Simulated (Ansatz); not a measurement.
## A film clamped to a substrate in Si

The calculation used DFT r2SCAN, scalar-relativistic, plane waves, PAW (Ansatz 0.2.0). Settings: plane waves to 500 eV, k-mesh 12×12×6 (Γ-centred), Gaussian smearing 0.05 eV. No spin polarisation. Energies are free energies at this smearing, counted from the undisturbed cell; pressure is positive in compression.

Zero of the scan (as given, not relaxed at this level; it stands at 0.2 GPa; this form isn't the usual structure):

```xyz
4
Lattice="3.8313 0.0000 0.0000 -1.9157 3.3180 0.0000 0.0000 0.0000 6.3326" Properties=species:S:1:pos:R:3 pbc="T T T"
Si    0.0000    2.2120    0.3990
Si    1.9157    1.1060    3.5653
Si    0.0000    2.2120    2.7673
Si    1.9157    1.1060    5.9336
```

The cell (4 atoms, V0 = 80.50 Å³) is strained by p along both x and y and by q along z, fractional coordinates fixed. τp = (1/V0) ∂E/∂p = (σxx + σyy)(1 + p)(1 + q) and τq = (1/V0) ∂E/∂q = σzz(1 + p)², with tension positive.

| p | q | ΔE (meV/atom) | τp (GPa) | τq (GPa) |
| --- | --- | --- | --- | --- |
| 0.000 | 0.000 | 0.00 | -0.20 | -0.35 |
| -0.040 | 0.000 | 61.97 | -25.83 | -2.36 |
| 0.040 | 0.000 | 47.80 | 18.14 | 0.85 |
| 0.000 | -0.040 | 30.91 | -1.79 | -12.66 |
| 0.000 | 0.040 | 21.26 | 1.32 | 8.30 |

Get the second derivatives of the energy density.

Central differences give A = ∂τp/∂p = 550 GPa (C11 + C22 + 2 C12), C = ∂τq/∂q = 262 GPa (C33) and the cross term B = ∂τq/∂p = 40 GPa (C13 + C23); ∂τp/∂q = 39 GPa must equal B, and any difference shows higher-order terms. Steps this large leave an error of some per cent of A or C in all of these, which can swamp a small B. The ions are clamped.

A film of this crystal grows with z along the normal on a substrate that imposes p. How does its thickness respond, and what does the misfit cost?

Count p and q from the stress-free cell. A free surface needs τq = 0, so q = −(B/C) p = -0.15 p. The energy density left is (A − B²/C) p²/2 = M p², with the biaxial modulus M = 272 GPa; a misfit of 1 % costs 3.41 meV/atom, against 3.45 meV/atom if the thickness were held.

At p = 0.080 the energies along q are 286.7 (q = -0.080), 193.7 (q = -0.040), 172.7 (q = 0.000), 202.6 (q = 0.040), 267.6 (q = 0.080) meV/atom.

Does the linear rule hold at this misfit?

A parabola through the lowest point and its neighbours has its minimum at q = -0.003, 172.5 meV/atom. With the stress left in the starting cell, τp0 and τq0, linear elasticity gives q = −(τq0 + Bp)/C = -0.011 and E = V0(τp0 p + τq0 q + Ap²/2 + Bpq + Cq²/2)/N = 217.0 meV/atom. The energies differ by more than a tenth, so the quadratic law fails here: the gap holds the anharmonic part, with some error from the wide steps. Cubic terms also shift the vertex of so wide a parabola.

Forces appear on the atoms along this scan, and letting them relax would lower the energy and soften the response. The gap closes along the scan, which can put kinks into the curve.

The film resists in-plane misfit strongly but barely changes thickness, with q only -0.15 p, so freeing the surface recovers very little of the elastic energy. In this hexagonal, tetrahedrally bonded form of silicon, some bonds lie along z and the others form buckled layers. With fractional coordinates fixed, in-plane tension must stretch the bonds within the layers. Relaxed ions could instead flatten the buckling and open the bond angles, a softer route that draws the layers thinner. The small thickness response is therefore probably an underestimate of the real Poisson contraction, not a sign that the directions are intrinsically decoupled.

Compression costs more than equal extension along both strain paths, as expected when short-range repulsion rises steeply while stretched covalent bonds weaken. The same anharmonicity explains why the quadratic law overestimates the energy at large tensile misfit, 217.0 against 172.5 meV/atom. For compressive misfit the error should have the opposite sign, so a single biaxial modulus can't describe large misfits of both signs.
